# Working notes: $C_6$ for Li⁺···F⁻ from the Casimir–Polder integral

## Problem

Li⁺ ($1s^2$) and F⁻ ($1s^2 2s^2 2p^6$) are closed-shell $^1S$ ions. I represent the dipole spectrum of each by two effective levels (pseudo-states) with excitation energies $E_n$ and oscillator strengths $f_n$. The anion depends strongly on its surroundings, so I carry two versions of it: one confined as in crystalline LiF, and one free. All entries in the table are assumed model inputs.

| ion | $E_1$ (eV) | $f_1$ | $E_2$ (eV) | $f_2$ |
|---|---|---|---|---|
| Li⁺ | 68 | 1.0 | 150 | 1.0 |
| F⁻, confined | 16 | 1.7 | 65 | 6.3 |
| F⁻, free | 8 | 1.2 | 45 | 6.8 |

The strengths add to 2 for Li⁺, as the Thomas–Reiche–Kuhn sum rule requires, and to 8 for F⁻, which counts the $2s$ and $2p$ electrons only and is an approximate partial sum. I chose the entries so that the static polarisability volumes come out near typical values (about 0.029 Å$^3$ for Li⁺, 0.9 Å$^3$ for F⁻ in LiF, 2.5 Å$^3$ for free F⁻) and so that the like-ion $C_6$ are of typical size. Those quantities therefore test nothing.

Further inputs: a typical Li–F nearest-neighbour distance in LiF, $R = 2.01$ Å; a typical Born–Mayer range $\rho = 0.30$ Å; an assumed ratio $C_8/C_6 = 3$ Å$^2$ for the unlike pair; an assumed 700 eV for the fluorine $1s$ edge.

To find:

1. $C_6$ for Li⁺ with confined F⁻, in closed form and by quadrature over imaginary frequency.
2. The like-ion coefficients, and how two combination rules perform inside this model.
3. The change in $C_6$ when the anion is free.
4. The energy $-C_6/R^6$ at $R$, beside the terms that it leaves out.

## Why the formula holds

**Conventions.** SI charges; $\alpha' = \alpha/4\pi\varepsilon_0$ is the polarisability volume in Å$^3$; $u = \hbar\omega$ is the imaginary frequency expressed in eV; the dispersion energy is $U = -C_6/R^6$ with $C_6 > 0$. The ions do not overlap and the interaction is instantaneous.

With $z$ along the axis, the dipole–dipole part of the interaction is

$$V = \frac{\mu_x^A\mu_x^B + \mu_y^A\mu_y^B - 2\mu_z^A\mu_z^B}{4\pi\varepsilon_0R^3}.$$

The ionic charges bring further terms, but a net charge is a number and excites nothing on its own ion. The charge–charge term is the first-order Coulomb energy, and the charge–dipole term excites the partner alone, which gives induction. Dispersion is the part of second order with both ions excited, and its leading term comes from $V$.

From a $^1S$ ground state the dipole reaches $^1P$ levels. Let $d_n^2 = \sum|\langle 0|\mu_z|n\rangle|^2$ over the sublevels of level $n$. By isotropy $x$ and $y$ give the same value and mixed components vanish, so the squared coefficients in $V$ add to $1+1+4 = 6$:

$$C_6 = \frac{6}{(4\pi\varepsilon_0)^2}\sum_{n\in A}\sum_{m\in B}\frac{d_n^2\,d_m^2}{E_n+E_m}.$$

With $f_n = 2m_eE_nd_n^2/\hbar^2e^2$, the polarisability volume continued to imaginary frequency is

$$\alpha'(iu) = \frac{1}{4\pi\varepsilon_0}\sum_n\frac{2E_nd_n^2}{E_n^2+u^2} = K\sum_n\frac{f_n}{E_n^2+u^2},\qquad K = \frac{e^2}{4\pi\varepsilon_0}\,\frac{\hbar^2}{m_e}.$$

In atomic units $K = 1$; in any other units it has to be carried. Each level contributes $\alpha'_n = Kf_n/E_n^2 = 2d_n^2/4\pi\varepsilon_0E_n$ to the static value, which turns the sum into London's form,

$$C_6 = \frac32\sum_{n,m}\alpha'_n\alpha'_m\,\frac{E_nE_m}{E_n+E_m}.$$

The denominator ties the two spectra together. For $a,b>0$,

$$\frac{1}{(a^2+u^2)(b^2+u^2)} = \frac{1}{b^2-a^2}\left[\frac{1}{a^2+u^2}-\frac{1}{b^2+u^2}\right],$$

and $\int_0^\infty du/(a^2+u^2) = \pi/2a$. The bracket integrates to $\pi(b-a)/2ab$, so the left side integrates to $\pi/[2ab(a+b)]$, and $a=b$ follows by continuity. Hence

$$\frac{1}{a+b} = \frac{2}{\pi}\int_0^\infty\frac{ab\,du}{(a^2+u^2)(b^2+u^2)}.$$

Positivity of $a$ and $b$ is needed, and it holds because both ions are in their ground states. Inserting the identity gives each term a factor $\alpha'_nE_n^2/(E_n^2+u^2)$ for A and a like factor for B. The double sum splits into a product, with prefactor $\tfrac32\cdot\tfrac2\pi$:

$$\boxed{C_6 = \frac{3}{\pi}\int_0^\infty\alpha'_A(iu)\,\alpha'_B(iu)\,du = \frac{3\hbar}{\pi}\int_0^\infty\alpha'_A\,\alpha'_B\,d\omega}$$

The units are Å$^3\cdot$Å$^3\cdot$eV. With SI polarisabilities the right side is divided by $(4\pi\varepsilon_0)^2$.

## Solution

I keep four or five figures in intermediate lines so that the arithmetic can be followed. The inputs support two.

$$K = 14.39965\ \text{eV Å}\times 7.619964\ \text{eV Å}^2 = 109.725\ \text{eV}^2\,\text{Å}^3 .$$

Static contributions $\alpha'_n = Kf_n/E_n^2$ in Å$^3$:

| ion | $\alpha'_1$ | $\alpha'_2$ | $\alpha'(0)$ |
|---|---|---|---|
| Li⁺ | 0.023729 | 0.004877 | 0.028606 |
| F⁻, confined | 0.72864 | 0.16361 | 0.89226 |
| F⁻, free | 2.0573 | 0.3685 | 2.4258 |

### 1. The unlike pair

With two terms per ion the integral is four copies of the identity read backwards:

| Li⁺ level (eV) | F⁻ level (eV) | $E_nE_m/(E_n+E_m)$ (eV) | term $c_{nm}$ (eV Å$^6$) |
|---|---|---|---|
| 68 | 16 | 12.952 | 0.3359 |
| 68 | 65 | 33.233 | 0.1935 |
| 150 | 16 | 14.458 | 0.0771 |
| 150 | 65 | 45.349 | 0.0543 |

The first row, written out, is $1.5\times0.023729\ \text{Å}^3\times0.72864\ \text{Å}^3\times12.952\ \text{eV} = 0.3359$ eV Å$^6$. The sum is

$$C_6(\text{Li}^+,\text{F}^-) = 0.6608\ \text{eV Å}^6,$$

or 1.11 atomic units, since $E_ha_0^6 = 0.5975$ eV Å$^6$.

The 65 eV level of the anion holds 18.3 % of its static polarisability but supplies 37.5 % of this $C_6$. The cation's $\alpha'(iu)$ is nearly flat until $u$ approaches its lowest level, so the anion's high-energy term is sampled over most of its width.

To check the prefactor $3/\pi$ I did the integral directly. The map $u = u_0(1+t)/(1-t)$ with $u_0 = 30$ eV sends $t\in(-1,1)$ to $u\in(0,\infty)$, with $du = 2u_0\,dt/(1-t)^2$. Four-point Gauss–Legendre has nodes $\pm0.339981$ (weight 0.652145) and $\pm0.861136$ (weight 0.347855). With $W = 2u_0w/(1-t)^2$:

| $u$ (eV) | $W$ (eV) | $\alpha'_{\rm Li}$ (Å$^3$) | $\alpha'_{\rm F}$ (Å$^3$) | $W\alpha'_{\rm Li}\alpha'_{\rm F}$ (eV Å$^6$) |
|---|---|---|---|---|
| 2.238 | 6.0255 | 0.02858 | 0.8781 | 0.1512 |
| 14.78 | 21.792 | 0.02749 | 0.5488 | 0.3288 |
| 60.91 | 89.822 | 0.01735 | 0.1342 | 0.2091 |
| 402.1 | 1082.4 | 0.001256 | 0.005319 | 0.0072 |

The last column sums to 0.6963 eV Å$^6$, and $3/\pi$ times that is 0.6649 eV Å$^6$, which is 0.6 % above the closed form. Four points come that close because $\alpha'(iu)$ has no poles for real $u$ and falls monotonically. This is the practical value of the factorised form: each ion needs one smooth function, computed once, whatever its partner.

### 2. Like pairs and combination rules

For A = B the sum is $\tfrac32[\alpha_1'^2E_1/2 + 2\alpha'_1\alpha'_2E_1E_2/(E_1+E_2) + \alpha_2'^2E_2/2]$, which gives

$$C_6(\text{Li}^+,\text{Li}^+) = 0.047636\ \text{eV Å}^6,\qquad C_6(\text{F}^-,\text{F}^-) = 12.268\ \text{eV Å}^6$$

for the confined anion.

*Geometric mean.* The integral is a scalar product of two positive functions, so the Cauchy–Schwarz inequality gives $C_6^{AB}\le\sqrt{C_6^{AA}C_6^{BB}}$, with equality only if $\alpha'_A(iu)$ and $\alpha'_B(iu)$ are proportional. Here the bound is 0.764 eV Å$^6$, 16 % above the model's value. The two curves have very different widths, so the bound is loose.

*One effective level per ion.* A single term $\alpha'(0)\eta^2/(\eta^2+u^2)$ gives $C_6^{AA} = \tfrac34\alpha'(0)^2\eta$. Fixing $\eta = 4C_6^{AA}/3\alpha'(0)^2$ yields 77.62 eV for Li⁺ and 20.55 eV for F⁻. Then

$$C_6^{AB}\approx\frac32\,\alpha'_A(0)\,\alpha'_B(0)\,\frac{\eta_A\eta_B}{\eta_A+\eta_B} = 0.622\ \text{eV Å}^6,$$

6 % below the two-term value. The single level was tuned on $\alpha_{\rm F}'^2$, which emphasises small $u$, and it has too little tail for a partner as stiff as Li⁺. Within this model the one-level rule lies closer than the geometric mean, and the two miss in opposite directions.

### 3. Free anion

The same four-term sum gives 0.6385 eV Å$^6$ from the 8 eV level and 0.4484 eV Å$^6$ from the 45 eV level, in total 1.087 eV Å$^6$. The static polarisability rose by a factor of 2.72, but $C_6$ rose by only 1.64.

Two limits of the London form frame this. For a partner much softer than the anion, $E_nE_m/(E_n+E_m)\to E_n$ and $C_6\propto\alpha'_{\rm F}(0)$, so the ratio is 2.72. For a partner much stiffer, the factor tends to $E_m$ and $C_6\propto\sum_m\alpha'_mE_m = \tfrac{2}{\pi}\int_0^\infty\alpha'_{\rm F}(iu)\,du$. That sum is 22.29 eV Å$^3$ confined and 33.04 eV Å$^3$ free, a ratio of 1.48. Li⁺ lies near the stiff limit. Scaling an ion–ion $C_6$ in proportion to the anion's static polarisability, as one might when moving a force field from gas to crystal or solution, would overstate the change in this model. The free-ion entry is the cruder of the two, because the strength of free F⁻ is a detachment continuum that starts at low energy (typically quoted near 3.4 eV), and two poles sample it coarsely.

### 4. The energy at contact and what surrounds it

With $R^6 = (2.01\ \text{Å})^6 = 65.94$ Å$^6$,

$$U_6 = -\frac{0.6608\ \text{eV Å}^6}{65.94\ \text{Å}^6} = -10.0\ \text{meV},\qquad |U_6|/k_B = 116\ \text{K}.$$

The neglected terms, in order of size:

**Coulomb.** $-e^2/4\pi\varepsilon_0R = -7.16$ eV for the pair.

**Induction.** Each ion sits in the field $e/4\pi\varepsilon_0R^2$ of the other, and $-\tfrac12\alpha\mathcal{E}^2$ summed over both is $-(e^2/4\pi\varepsilon_0)(\alpha'_A+\alpha'_B)/2R^4 = -0.41$ eV for a lone pair with these polarisabilities. In the perfect rock-salt lattice the field at each site vanishes by symmetry, so this term is absent there and dispersion is not masked by it.

**Dipole–quadrupole dispersion.** With the assumed ratio, $(C_8/R^8)/(C_6/R^6) = 3/2.01^2 = 0.74$, so $U_8 = -7.4$ meV. This rivals $U_6$, and the multipole series is not converged at contact.

**Overlap.** The expansion in $1/R$ assumes separate charge clouds. The Tang–Toennies model multiplies the $R^{-n}$ term by $f_n(x) = 1-e^{-x}\sum_{k=0}^{n}x^k/k!$ with $x = R/\rho = 6.7$, which gives $f_6 = 0.50$ and $f_8 = 0.23$. The damped terms are $-5.1$ and $-1.7$ meV, together $-6.8$ meV, against $-17.5$ meV undamped. The contact energy is therefore fixed only to within a factor of about two or three by these considerations, although $C_6$ itself is an asymptotic coefficient that they do not touch.

**Fluorine $1s$ electrons.** Putting $f = 2$ at 700 eV adds 0.0014 eV Å$^6$, or 0.2 %. Placing all the strength at the edge makes this a high estimate.

**Retardation.** The full result of Casimir and Polder (1948), which I quote without derivation, multiplies the integrand by $e^{-2x}(1+2x+\tfrac53x^2+\tfrac23x^3+\tfrac13x^4)$ with $x = uR/\hbar c$. This begins as $1-x^2/3$. Since $\int_0^\infty u^2du/[(a^2+u^2)(b^2+u^2)] = \pi/[2(a+b)]$, which is $ab$ times the integral without $u^2$, each term has $\langle u^2\rangle = E_nE_m$. Weighting by $c_{nm}/C_6$ gives $\langle u^2\rangle^{1/2} = 54$ eV. With $\hbar c = 1973.27$ eV Å the leading reduction, $\langle u^2\rangle R^2/3\hbar^2c^2$, is 0.10 %, so the non-retarded form is safe here.

One comparison survives these uncertainties qualitatively. Neighbouring anions in the lattice are $\sqrt2R = 2.84$ Å apart, which multiplies $R^6$ by 8, yet the undamped F⁻–F⁻ term is $-12.268/(8\times65.94)$ eV $= -23.3$ meV, more than twice the Li⁺–F⁻ term. Each anion has twelve such neighbours and six cation neighbours, so in this pairwise model the $C_6$ dispersion of LiF is mainly anion–anion. Non-additive three-body terms are outside the pair formula.

## Result

The model's coefficients, in eV Å$^6$, are 0.66 for Li⁺ with confined F⁻, 1.1 for Li⁺ with free F⁻, 0.048 for Li⁺–Li⁺ and 12 for the confined F⁻–F⁻ pair. They belong to the two-term model, whose inputs were chosen to reproduce typical static polarisabilities and like-ion coefficients. What the calculation adds is the unlike coefficient, its position 6 % above the one-level estimate and below the Cauchy–Schwarz bound of 0.76 eV Å$^6$, and its weak response to the anion's environment: a factor of 1.64 for a factor of 2.72 in $\alpha'(0)$.